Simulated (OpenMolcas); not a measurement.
BH2O (SMILES B[O]): methods side by side

BH2O has 4 atoms, charge 0, and is taken as a doublet. SMILES: `B[O]`. Geometry: relaxed at PBE0-D4/def2-TZVP.

| atom | x (Å) | y (Å) | z (Å) |
| --- | --- | --- | --- |
| B | -0.0011 | -0.0103 | -0.0151 |
| O | 1.0253 | -0.3408 | 0.6769 |
| H | -1.0526 | -0.5877 | 0.1516 |
| H | 0.0839 | 0.8785 | -0.8336 |

Quantity: the energy change with the B1–H3 bond stretched from 1.211 to 2.422 Å, in eV. The values are calculated.

| level | kind | program | value (eV) |
| --- | --- | --- | --- |
| UHF/STO-3G | Hartree–Fock | OpenMolcas | 3.88 |
| U-r2SCAN/STO-3G | meta-GGA | OpenMolcas | 3.39 |
| UB3LYP/STO-3G | global hybrid | OpenMolcas | 3.48 |
| UM06-2X/STO-3G | hybrid meta-GGA | OpenMolcas | 3.53 |
| UPBE0/STO-3G | global hybrid | OpenMolcas | ? |
| CASPT2(3,3)/STO-3G | multireference | OpenMolcas | 2.73 |
| CASSCF(3,3)/STO-3G | multireference | OpenMolcas | 3.34 |
| MRCI(3,3)/STO-3G | multireference | OpenMolcas | ? |
| FCI/STO-3G | exact in the basis | OpenMolcas | 2.58 |

Task: Estimate the missing values from the other rows.

Result: As computed at these levels: UPBE0/STO-3G: 3.54 eV; MRCI(3,3)/STO-3G: 2.68 eV. The first shape isn't each level's own minimum. The values span 2.58 to 3.88 eV. Spin contamination of the reference (⟨S²⟩ at least 0.1 too high) touches UHF/STO-3G. All rows use very small basis sets, so even the best lies far from the true value.

Stretching the B–H bond costs 2.58 eV at the full-CI limit of this basis, and every approximate level puts the cost higher. MRCI (2.68 eV) and CASPT2 (2.73 eV) come close, whereas CASSCF gives 3.34 eV, so most of its error comes from correlation outside the three-electron active space. This correlation favours the stretched structure, the reverse of what is usual when a bond simply breaks. The likely reason is that the electrons re-pair: as hydrogen leaves, the electron left on boron can couple with the unpaired, largely oxygen-centred one, strengthening the B–O π bond on the way to closed-shell HBO. The new bonding pair brings correlation energy of its own and offsets part of the cost of losing the B–H bond.

The density functionals lie close together, from 3.39 to 3.54 eV, but their agreement is no sign of accuracy, since all of them lie well above full CI. Nor does the cost follow the exact-exchange fraction throughout, as M06-2X falls marginally below PBE0. A single stretched point doesn't establish the dissociation limit or any barrier to hydrogen loss.
